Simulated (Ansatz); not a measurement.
**Trial structures of In3Se: starts and ends**

Theory: Ansatz, DFT PBE, scalar-relativistic, plane waves, PAW. All cells share a 420 eV cutoff and Γ-centred k meshes spaced at most about 0.3 Å⁻¹ (about 0.25 or finer for metals, 2π included). No spin polarisation in the final relaxations.

Each guess was relaxed in cell and atoms at zero pressure, within the symmetry of its start. These are static total energies at zero pressure. Coordination counts In atoms around Se (those within 1.25 times the shortest such distance or 1.15 times the sum of covalent radii, 1.27 where that leaves under three; a plus sign parts nearer from farther groups; the shortest distance is added where it exceeds 1.18 times the sum of covalent radii).

```json
{"guess": "1", "made from": "random cell", "start group": "P-6m2", "V start (Å³/atom)": "29.2", "end group": "P-6m2", "V end (Å³/atom)": "35.2", "coordination at the end": "Se 2", "gap on mesh (eV)": "0", "E over the lowest end (meV/atom)": "320"}
{"guess": "2", "made from": "a Materials Project cell", "start group": "Pm-3m", "V start (Å³/atom)": "27.7", "end group": "Pm-3m", "V end (Å³/atom)": "27.5", "coordination at the end": "Se 12 from 3.4 Å", "gap on mesh (eV)": "0", "E over the lowest end (meV/atom)": "48"}
{"guess": "3", "made from": "random cell", "start group": "P-3m1", "V start (Å³/atom)": "29.1", "end group": "P-3m1", "V end (Å³/atom)": "28.7", "coordination at the end": "Se 6", "gap on mesh (eV)": "0", "E over the lowest end (meV/atom)": "0"}
{"guess": "4", "made from": "random cell", "start group": "P4mm", "V start (Å³/atom)": "25.0", "end group": "?", "V end (Å³/atom)": "?", "coordination at the end": "?", "gap on mesh (eV)": "?", "E over the lowest end (meV/atom)": "?"}
```

Guess 4 as it starts:

```cif
data_structure
_symmetry_space_group_name_H-M 'P4mm'
_symmetry_Int_Tables_number 99
_cell_length_a 4.3992
_cell_length_b 4.3992
_cell_length_c 5.1577
_cell_angle_alpha 90.000
_cell_angle_beta 90.000
_cell_angle_gamma 90.000
_cell_volume 99.82
loop_
_atom_site_label
_atom_site_type_symbol
_atom_site_symmetry_multiplicity
_atom_site_Wyckoff_symbol
_atom_site_fract_x
_atom_site_fract_y
_atom_site_fract_z
_atom_site_occupancy
In1 In 2 c 0.50000 0.00000 0.48877 1
In2 In 1 a 0.00000 0.00000 0.36954 1
Se1 Se 1 b 0.50000 0.50000 0.31876 1
```

**Question.** Fill in the missing row: what does this guess relax into, and where does it rank?

**Answer.** It ends in In and Se ordered on fcc sites, space group P4mm (No. 99), with a = 4.889 Å, c = 4.660 Å, 27.8 Å³/atom and no gap. It lies 44 meV/atom over the lowest end, above guess 3 and within the noise of guess 2. Counting In atoms around Se, this end has Se 4+8 from 3.1 Å and the lowest (guess 3) has Se 6.

```
CELL_PARAMETERS angstrom
4.88881 0.00000 0.00000
0.00000 4.88881 0.00000
0.00000 0.00000 4.66016
ATOMIC_POSITIONS crystal
In 0.50000 0.00000 0.64809
In 0.00000 0.50000 0.64809
In 0.00000 0.00000 0.12973
Se 0.50000 0.50000 0.23993
```

Formation energies are uncorrected and refer to the elements' standard structures at the same level.

**Question.** Is the lowest end bound against the elements?

**Answer.** Yes: its formation energy is −0.17 eV/atom. It lies below the elements, which doesn't yet make it stable against other compounds or structures.

The k mesh leaves some 4 meV/atom of noise in the energy of each metallic cell. In P-3m1, P4mm, Pm-3m, P-6m2 an odd number of electrons in the primitive cell allows no gap without spin; a larger cell or a magnetic state could open one. A magnetic state wasn't ruled out in cells without spin, among them P-6m2. The reference form of Se is held partly by dispersion forces, which this level lacks. Cells relaxed within their symmetry can be saddle points. Some structure types and database cells were kept out of the candidates from the start, so a known form may be missing.

The ranking doesn't follow packing density: the P-3m1 end is lowest although it is less dense than both fcc-ordered cells. Se is much smaller than In and more electronegative, so a twelve-fold site in a close-packed In host leaves it with long, weak contacts. Sixfold coordination probably allows stronger polar In–Se bonding while keeping much of the In–In bonding. The open P-6m2 cell, with Se bound to only two In, probably loses on both counts.

In the P4mm end, Se moves off the centre of its In cage towards four neighbours, but even these stay at 3.1 Å, well beyond a normal In–Se bond. That fits the lack of a resolvable energy gain over the cubic arrangement.

Se can take up only a small part of indium's valence electrons, so metallic In–In bonding is expected at this composition. The well-known indium selenides are richer in Se, which makes separation into indium metal and such a selenide the likely competitor to even the lowest end.
